### Thirty-two bands for 64 electrons

The cell of Si₂Ag₂Pt is computed with 64 electrons, and each band holds two of them at every k-point. The electrons therefore fill 32 bands on average over all k-points. In the simplest case they would do so at each point separately: band 32 would be full throughout, band 33 empty throughout, and the Fermi level would lie between the two. That is the pattern of an insulator, and each corner of the k-path can be held against it.

In the table, band v2 is number 32 and band v1 is number 33. Band v3 lies just below this pair, and bands c1 and c2 lie just above it. Energies are counted from the Fermi level, so a negative value means a level that is mostly filled and a positive one a level that is mostly empty. The simple pattern thus requires a negative v2 and a positive v1.

Bands of Si₂Ag₂Pt (I4/mmm, unrelaxed cell) from Ansatz 0.2.0 with scalar-relativistic PBE, plane waves, generated PAW datasets and a 420 eV cutoff. The calculation is not spin-polarized and uses a 9×9×9 k-mesh and Fermi-Dirac filling of width 0.141 eV. Band v1 is the highest band that is filled at some point of this mesh.

| k-point | coordinates (reciprocal vectors of the computed cell, not always the standard one) | band v3 (eV from the Fermi level) | band v2 (eV from the Fermi level) | band v1 (eV from the Fermi level) | band c1 (eV from the Fermi level) | band c2 (eV from the Fermi level) | c1 less v1 (eV) |
| --- | --- | --- | --- | --- | --- | --- | --- |
| Gamma | 0 0 0 | 0.13 | 0.13 | 0.35 | 1.04 | 1.04 | 0.69 |
| X | 0.5 0.5 0.5 | -1.66 | -1.01 | 0.08 | 0.18 | 1.87 | 0.10 |
| P | 0.5 0.5 0.25 | -1.66 | -0.93 | -0.49 | 0.64 | 0.64 | 1.13 |
| N | 0 0.5 0 | -1.15 | -0.04 | 2.24 | 2.38 | 2.53 | 0.14 |
| M | 0 0 -0.5 | -1.97 | -0.17 | 1.16 | 3.10 | 4.31 | 1.94 |
| S | 0 0.426 -0.287 | -1.46 | -0.06 | 1.49 | 3.01 | 3.09 | 1.52 |
| S_0 | 0 0.574 0.287 | -1.46 | -0.06 | 1.49 | 3.01 | 3.09 | 1.52 |
| R | 0.426 0.574 0.5 | -1.64 | -0.72 | 0.11 | 0.41 | 1.93 | 0.30 |

Six of the eight rows obey. They are five independent cases, because S and S_0 are equivalent by symmetry. The two exceptions are Gamma and P, and they fail in opposite directions. At Gamma, v2 lies 0.13 eV above the Fermi level, so electrons are short there; at P, v1 lies 0.49 eV below it, so there are too many.

### One Fermi level for all points

The cause of both exceptions is an overlap in energy between two bands that stay apart at every listed point. At Gamma, where they come closest, v1 is still 0.22 eV above v2. Yet the level v2 at Gamma is higher than the level v1 at P. The difference is $0.13-(-0.49)=0.62$ eV.

The Fermi level is the chemical potential of the electrons, and in equilibrium it has one value for the whole crystal. Suppose that band 32 were full everywhere and band 33 empty. An electron could then lower its energy by leaving band 32 at Gamma for band 33 at P. Such transfers go on until the highest filled and the lowest empty levels meet at a common energy. What remains is a metal with empty places, or holes, among the lowest 32 bands and an equal number of electrons in the bands above.

The two exceptions are therefore two ends of one transfer. This also explains why moving the Fermi level doesn't repair the pattern. If it were raised to v2 at Gamma, v1 would lie below it at X, P and R. If it were lowered to v1 at P, v2 would lie above it at Gamma, N, M and S. Only a shift of the bands relative to each other could restore the simple count.

### How large the breaks are

A sharp count knows only full and empty levels. The calculation fills levels gradually, and the same rule gives a smooth measure of how many electrons each corner has beyond the 64. A level at energy $E$ from the Fermi level is filled to the fraction

$$f(E)=\frac{1}{1+e^{E/w}},$$

where $w=0.141$ eV is the width of the filling. Of the five bands in the table, two should be full, which makes four electrons. The excess at a k-point is then

$$\Delta N = 2\,\bigl[f(v_3)+f(v_2)+f(v_1)+f(c_1)+f(c_2)\bigr]-4 ,$$

with all deeper bands taken as full and all higher ones as empty.

The row P serves as a worked case. Bands v3 and v2 lie deep enough to count as full. Band v1 lies 3.5 widths below the Fermi level and is filled to 0.97, while c1 and c2 hold about 0.01 each. The sum is close to 2.99, and the excess is $2\times2.99-4\approx2.0$ electrons. The smooth rule and the sharp count agree here, so the break at P owes little to the broadened filling.

Gamma is a softer case. A sharp count finds v3 and v2 both empty and hence four electrons too few. The smooth rule gives a deficit of 2.7, because the two levels lie less than one width above the Fermi level and keep more than a quarter of their electrons. Both numbers are lower bounds, since the next deeper band is assumed to be full.

This formula contains no adjusted constant, but it is also the rule by which the calculation itself fills its levels. It therefore measures the breaks and is no independent evidence for their cause. That evidence is the overlap, which follows from the band energies alone and doesn't depend on where the Fermi level is put.

### Borderline corners

The smooth measure brings out rows that the sharp count passes as regular. At X both v1 and c1 are above the Fermi level, but only by 0.08 and 0.18 eV. Each is partly filled, and together they give X an excess of 1.2 electrons. The neighbouring point R shows the same effect more weakly. N and S are borderline in the other direction: v2 lies only 0.04 and 0.06 eV below the Fermi level, which leaves deficits of 0.86 and 0.79 electrons. A small shift of the bands could turn any of these rows into an exception.

For X, this excess comes mostly from the chosen width. Read as a thermal energy, 0.141 eV corresponds to electrons at roughly 1600 K. At room temperature the thermal energy is only about 0.025 eV. With the same bands and the same Fermi level, v1 and c1 at X would then be almost empty, whereas P would keep its two extra electrons and the deficit at Gamma would grow towards four.



The signs of the excess also hint at where in k-space the electrons go. X and P have the same in-plane coordinates and differ only along the long axis of the crystal, and R lies close to X. All three have an excess, while Gamma, N, M and S have a deficit. Only at P is v1 below the Fermi level, however, so the table suggests a filled region of band 33 around P, with v1 risen above the Fermi level by the time X is reached. The corners alone don't fix the shape of that region.

### Why two bands fail together at Gamma

The break at Gamma involves two bands at once, and symmetry offers a likely reason. The crystal has a fourfold axis, which makes the two directions across it equivalent. Two states that are turned into each other by a quarter turn must then have the same energy. The equal values of v3 and v2 at Gamma are what such a pair would show; at all other corners these two bands are at least 0.65 eV apart. When a pair of this kind rises through the Fermi level, it takes four electrons' worth of room with it instead of two.

This is also a point at which the level of theory matters. The calculation leaves out spin-orbit coupling, which can split such a pair, and platinum is heavy enough for splittings of some tenths of an eV in states with much of its d character. An even splitting of more than 0.26 eV would bring the lower partner below the Fermi level. The upper partner would rise by the same amount, so Gamma would still break the pattern, but with one band instead of two. Whether this happens depends on how much platinum the pair contains, and that is untested here.

### What the corners miss

The corners reveal the overlap but not its full size. On the regular k-mesh of the same calculation, the top of band 32 lies 1.25 eV above the bottom of band 33. The corners show only 0.62 eV, or about half. At least one of the two extremes must therefore lie away from the listed corners. A corner table can prove that two bands overlap, but it can't prove that they don't.

The larger number is the one to use when asking how far this compound is from having a gap. The two bands would have to move apart by more than 1.25 eV before the simple count held at every mesh point. The figure belongs to the cell as computed, which was made by swapping elements and is unrelaxed and under a compressive stress of 6 GPa in the plane and 13 GPa along the long axis. Relaxation would shift the bands, by an amount that this calculation doesn't determine. The energies are also Kohn-Sham levels from PBE, which tends to make band gaps too small, so the real overlap may be smaller.

The same reasoning shows how to read the last column, c1 less v1. It looks like a list of gaps, but it compares bands 33 and 34, one step above the place where the electron count ends. Only at P does it separate a filled level from an empty one. The largest entry, 1.94 eV at M, lies between two empty levels, and so does the small entry of 0.14 eV at N. Neither tells whether the material conducts.

A practical rule follows for any table of this kind. If the number of electrons is even and each band holds two of them, divide that number by two to find the last band that should be full. Then compare its highest energy anywhere in k-space with the lowest energy of the next band, and not the two energies at the same point. If the first is higher, the material is a metal in that calculation, however wide the separation looks at each single corner.
